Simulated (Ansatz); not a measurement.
**A substitution series on Si: F to Cl**

Gas-phase molecules. On one Si centre that keeps GeH3, n of the F ligands are replaced by Cl. The dipole moment y in D at wB97M-V/def2-TZVPP. Shapes: PBE0-D4/def2-TZVP. Programs: Ansatz 0.2.0.

```
    molecule  n  y (D)
  Si(GeH3)F3  0   1.98
Si(GeH3)ClF2  1   1.82
Si(GeH3)Cl2F  2      ?
 Si(GeH3)Cl3  3   1.50
```

Question: Fit y = c + s·n to the known rows and predict Si(GeH3)Cl2F.

Answer: 
1. Means of the 3 rows: n = 1.33333, y = 1.767.
2. Σ(Δn)² = 4.6667, Σ(Δn·Δy) = -0.74667, so the slope is -0.74667/4.6667 = -0.16.
3. Intercept: 1.767 − (-0.16) × 1.33333 = 1.980. The largest residual of the fit is 0.000.
4. Si(GeH3)Cl2F: 1.980 + (-0.16) × 2 = 1.66 D.

The run gave 1.66 D, so the prediction is off by 0.00 D: they agree to the digits shown. The steps are nearly additive. Other levels give for Si(GeH3)Cl2F: r2SCAN-D4/def2-TZVPP 1.60; B3LYP-D4/def2-TZVPP 1.65 D. Relativity is left out for Ge.

The dipole moment falls evenly from 1.98 D in the trifluoride to 1.50 D in the trichloride, and the computed value for Si(GeH3)Cl2F lies on the same line. Chlorine is less electronegative than fluorine, so it draws less charge from silicon. The longer Si–Cl bond offsets part of this loss by separating the charges further, which probably explains why each exchange costs so little.

The straight line is not in itself proof of additive bond moments. Dipoles add as vectors, and in the two mixed halides the moment may tilt away from the Si–Ge axis, so its magnitude need not be linear in n even if every bond moment were transferable. The close fit suggests that the transverse part is small or is offset by mutual polarisation of the ligands.

For Si(GeH3)Cl2F the three functionals differ by less than one substitution step, with r2SCAN lowest, possibly because it delocalises the charge somewhat more. The match between fit and calculation therefore supports regularity within one method rather than the absolute accuracy of the moment.
